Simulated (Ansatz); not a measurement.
# Leading exchange coupling and ordering temperature of hexagonal Co with PBEsol: rotation, smearing, k mesh and empty bands

The exchange couplings of ferromagnetic hexagonal Co are calculated, and from them its ordering temperature for classical unit spins. They are to serve a model of a cobalt core in a magnetic actuator running at 300 °C.

The brief has three parts, in round numbers chosen for this exercise. The working temperature should be at most 0.55 of the Tyablikov ordering temperature. A cheaper mesh or band sum may shift the leading J and the Tyablikov temperature by at most 2 per cent from the first rigid run. The couplings should cost no more than 100 core-seconds from a saved state.

A positive J favours parallel moments. The working temperature is kept low because cobalt changes to a cubic close-packed phase on heating, well before it loses its magnetic order.

## Method

One crystal, Co (P6_3/mmc), in the lowest of the collinear states that were tried (ferromagnetic, 2 atoms, 2 counted as magnetic), from measured cells of the Crystallography Open Database; atoms fixed. First run: Ansatz 0.2.0, plane waves with its default PAW datasets, cutoff 420 eV, collinear spins without spin-orbit coupling, Fermi-Dirac smearing of 0.15 eV. The k mesh is 18×18×10 and the sums for the couplings run over 18×18×10. Functional PBEsol, Dudarev U (eV) none, 34 empty bands in the sums (of 51 bands a spin in all). Every other row changes the setting that it names; any further change is remarked, and the kind of rotation is listed. Rigid couplings come from the magnetic force theorem at rigid moments: each moment turns with its exchange field frozen. Constrained couplings are taken at constrained moments: the directions are held and the rest of the density and field relaxes in linear response. Costs are from shared machines (Arm Neoverse V1). Runs that did not converge or carry a known fault are not listed. Finished runs of the same series that are left out include the couplings about the same ferromagnetic state in a doubled cell of 4 atoms, and further runs of the couplings with other settings.

Notes on method and selection:

- J is defined by E = -sum over ordered pairs (each pair twice) of J e_i.e_j with unit vectors e, a classical Heisenberg model without biquadratic or multi-spin terms, so J > 0 favours parallel moments and the moment's size is inside J.
- All temperatures are for classical unit spins; for spin S a quantum mean-field treatment is higher by (S+1)/S. Mean field neglects fluctuations and lies above the Tyablikov (random-phase) and Monte Carlo values.
- The state is the lowest of a few collinear starts and need not be the true ground state; spin-orbit coupling is left out.
- Couplings at rigid moments can miss in size and sometimes in sign.
- Compare a row with the first run of the same kind of rotation.
- Rows that change the mesh of the sums or the empty bands start from the saved self-consistent state of the first run, so their moment cannot change and says nothing of convergence.
- Ansatz's own search for a lower self-consistent state was switched off in these runs, so a run may rest in a state that is not the lowest for its pattern of moments.
- Runs whose couplings were flagged as in doubt, moved by over 30 per cent with the upper empty bands, lost their pattern of moments or rest on unlike orbital states are not listed.
- Runs that did not converge, have known faults or may not be shown are not listed, and runs on Ansatz's PAW sets soft_1 and soft_2 are kept to separate tables.

Columns:

- moment (μB): largest spin moment inside an atomic sphere.
- gap on mesh (eV): band gap on the run's k mesh by the count of bands (negative: bands overlap, a metal).
- rotation: kind of rotation.
- Tyablikov T (K): Tyablikov (random-phase) ordering temperature from the same couplings.
- leading J (meV): mean J of the Co–Co pairs at 2.50 Å (12 such neighbours an atom).
- mean-field T (K): mean-field ordering temperature, 2/(3 kB) times the largest J(q) over wavevectors and sublattice modes.
- cost (core-s): processor time of the run, started from a saved state where the setting allows.

## Results

| member | moment (μB) | gap on mesh (eV) | rotation | Tyablikov T (K) | leading J (meV) | mean-field T (K) | cost (core-s) |
| --- | --- | --- | --- | --- | --- | --- | --- |
| first run, constrained | 1.67 | −6.63 | constrained | 1237 | 16.67 | 1650 | 3100 |
| smearing 0.02 eV, rigid | 1.68 | −6.64 | rigid | 1278 | 13.96 | 1585 | 130 |
| mesh of the sums 10×10×6, rigid | 1.67 | −6.63 | rigid | 1165 | 13.54 | 1479 | 22 |
| mesh of the sums 12×12×6, rigid | 1.67 | −6.63 | rigid | 1143 | 13.42 | 1451 | 29 |
| mesh of the sums 22×22×12, rigid | 1.67 | −6.63 | rigid | 1147 | 13.25 | 1448 | 320 |
| mesh of the sums 28×28×16, rigid | 1.67 | −6.63 | rigid | 1146 | 13.25 | 1447 | 1200 |
| 51 empty bands, rigid | 1.67 | −6.63 | rigid | 1146 | 13.23 | 1445 | 180 |
| first run, rigid | 1.67 | −6.63 | rigid | 1145 | 13.22 | 1444 | 130 |
| 17 empty bands, rigid | 1.67 | −6.63 | rigid | 1139 | 13.12 | 1436 | 82 |
| 8 empty bands, rigid | 1.67 | −6.63 | rigid | 1121 | 12.86 | 1412 | 58 |
| smearing 0.2 eV, rigid | 1.64 | −6.61 | rigid | 1016 | 12.01 | 1292 | 140 |

## Mechanism

Two choices matter most, and their order depends on the quantity. Going from rigid to constrained moments raises the leading J by 16.67 − 13.22 = 3.45 meV, or 26 per cent, but the mean-field temperature by 14 per cent and the Tyablikov temperature by 8 per cent. Smearing between 0.02 and 0.2 eV moves J by only 13.96 − 12.01 = 1.95 meV, yet it moves the Tyablikov temperature by 1278 − 1016 = 262 K, against 92 K for the rotation.

The rotation acts unevenly on the spin waves. The mean-field temperature follows the plain average of the wave energies, and it rises. Yet the longest waves soften: the constrained run gives a lower spin-wave stiffness than the first rigid run. The shorter waves must therefore rise on average. The Tyablikov temperature is weighted towards the soft waves, so it rises less than mean field. Simple theory covers only part of this. It lets the moment lag behind its frozen exchange field and turns a spin-wave energy ω₀ into ω₀/(1 − ω₀/Δ), where Δ is the exchange splitting. That raises short, energetic waves most, but it cannot soften the long ones, and the table does not show what does. The leading J rises more than either temperature. Its 12 neighbours add 12 × 3.45 = 41.4 meV, which alone would raise the mean-field temperature by 2 × 41.4 / (3 × 0.08617) = 320 K, with kB in meV/K. The calculated rise is 1650 − 1444 = 206 K, so the other couplings together must fall.

Smearing lowers the mean-field temperature by 1585 − 1444 = 141 K between the first two settings, or 141/0.13 = 1085 K per eV, and by 1444 − 1292 = 152 K between the last two, or 152/0.05 = 3040 K per eV. Broader occupations weaken the spin polarisation and should also damp the long-range couplings carried by electrons at the Fermi level, though the table does not separate these by distance. The moment falls from 1.67 to 1.64 μB in the second step. If J followed the moment squared, this would lower it by 100 × (1.67 × 1.67 − 1.64 × 1.64) / (1.67 × 1.67) = 3.6 per cent. Both moments are rounded in their last digit, so this estimate may be off by about a third of its size. The calculated fall is 100 × (13.22 − 12.01) / 13.22 = 9.2 per cent, well beyond that margin, so the moment alone is not enough.

Mesh and empty bands matter far less. Beyond the first run, denser meshes change J by 0.03 meV and 51 empty bands change it by 0.01 meV. Too few empty bands leave out part of the response and lower J, to 12.86 meV with 8.

## Departures from the trend

The constrained run stands apart: its leading J is the largest in the table, but its Tyablikov temperature is below that of the rigid run at 0.02 eV. Its moment and band overlap equal those of the first rigid run, so the difference comes from the treatment of the rotation and not from another magnetic state. The rise in both temperatures has the sign that the simple formula gives, but the softening of the long waves does not. Its convergence with mesh and empty bands is not shown in the table.

The run at 0.02 eV deserves more caution than its place in the series suggests. A sharp Fermi edge needs a denser mesh, and the mesh rows were all run at 0.15 eV. Its rise of 141 K in mean field may therefore contain some sampling error, although the fall at 0.2 eV supports the sign of the trend.

## Price of accuracy

Mesh and empty bands are the cheap choices to get right. The 28×28×16 mesh costs 1200/130 = 9.2 times the first rigid run and changes the mean-field temperature by only 3 K. Going down to 12×12×6 cuts the cost by a factor of 130/29 = 4.5 for a change of 7 K.

Constrained moments are the expensive choice, at 3100/130 = 24 times the rigid cost, but they include a relaxation that no denser mesh or longer band sum supplies.

Changing the smearing costs almost nothing at a fixed mesh, with 130 to 140 core-seconds for all three widths. The expense lies in the denser mesh that a small width may need. A sensible order of spending is therefore a modest mesh first, then a check of the smearing, then one constrained run.

## Selection

Four rows meet the cost limit. Their shifts from the first rigid run, in leading J and then in Tyablikov temperature, are:

- mesh 10×10×6: 0.32/13.22 = 2.4 per cent and 20/1145 = 1.7 per cent; it fails on J.
- mesh 12×12×6: 0.20/13.22 = 1.5 per cent and 2/1145 = 0.2 per cent; it passes.
- 17 empty bands: 0.10/13.22 = 0.8 per cent and 6/1145 = 0.5 per cent; it passes.
- 8 empty bands: 0.36/13.22 = 2.7 per cent and 24/1145 = 2.1 per cent; it fails on both.

The device quantity is the reduced temperature t = T(work)/T(Tyablikov), with T(work) = 300 + 273 = 573 K. The 12×12×6 mesh gives 573/1143 = 0.501 and 17 empty bands give 573/1139 = 0.503, both inside the limit of 0.55.

As a rough estimate, the larger method shifts can be added to the 12×12×6 result, on the untested assumption that they are the same on the coarser mesh. Constrained moments give 573/(1143 + 92) = 0.464, and a smearing of 0.02 eV, which adds 1278 − 1145 = 133 K, gives 573/(1143 + 133) = 0.449. A smearing of 0.2 eV gives 573/(1143 − 129) = 0.565, which misses the target.

That miss carries little weight for this device. With kB = 8.617 × 10⁻⁵ eV/K, a Fermi-Dirac width of 0.2 eV means electrons at 0.2/(8.617 × 10⁻⁵) = 2321 K, far above the working temperature. The 0.15 eV used for the candidate settings is also too hot, at 0.15/(8.617 × 10⁻⁵) = 1741 K, so on this account their Tyablikov temperatures are more likely too low than too high.

The pick is the 12×12×6 mesh, at 29 core-seconds; the runner-up is the 18×18×10 mesh with 17 empty bands, at 82. Tightening the tolerance on J to 1 per cent would reverse the order. So might a smaller smearing, for which the coarse mesh would have to be tested again. The pick settles a numerical setting for rigid couplings; it does not remove their 26 per cent difference from the constrained J, nor the difference in the long spin waves. Its mesh is also too coarse for the program to give a spin-wave stiffness. If the model of the core needs that quantity, the runner-up supplies it for rigid moments and the pick does not.

## Closing remarks

For this crystal and functional, the treatment of the rotation governs the leading J, and smearing between 0.02 and 0.2 eV governs the Tyablikov temperature. At 0.15 eV, an 18×18×10 mesh with 34 empty bands is converged to a few kelvin for rigid moments.

The quantum nature of the spin is left out, and the usual factor for it does not work here. Taking S as half the moment, 1.67/2 = 0.835, the mean-field factor (S + 1)/S is (0.835 + 1)/0.835 = 2.2. It would put the first rigid run at 1444 × 2.2 = 3177 K in mean field, far above the temperature at which real cobalt loses its magnetic order. The factor belongs to fixed local spins and is no correction for this itinerant magnet, so the size of the quantum effect stays open. The table holds no measured ordering temperature, and numerical convergence should not be read as accuracy against experiment.
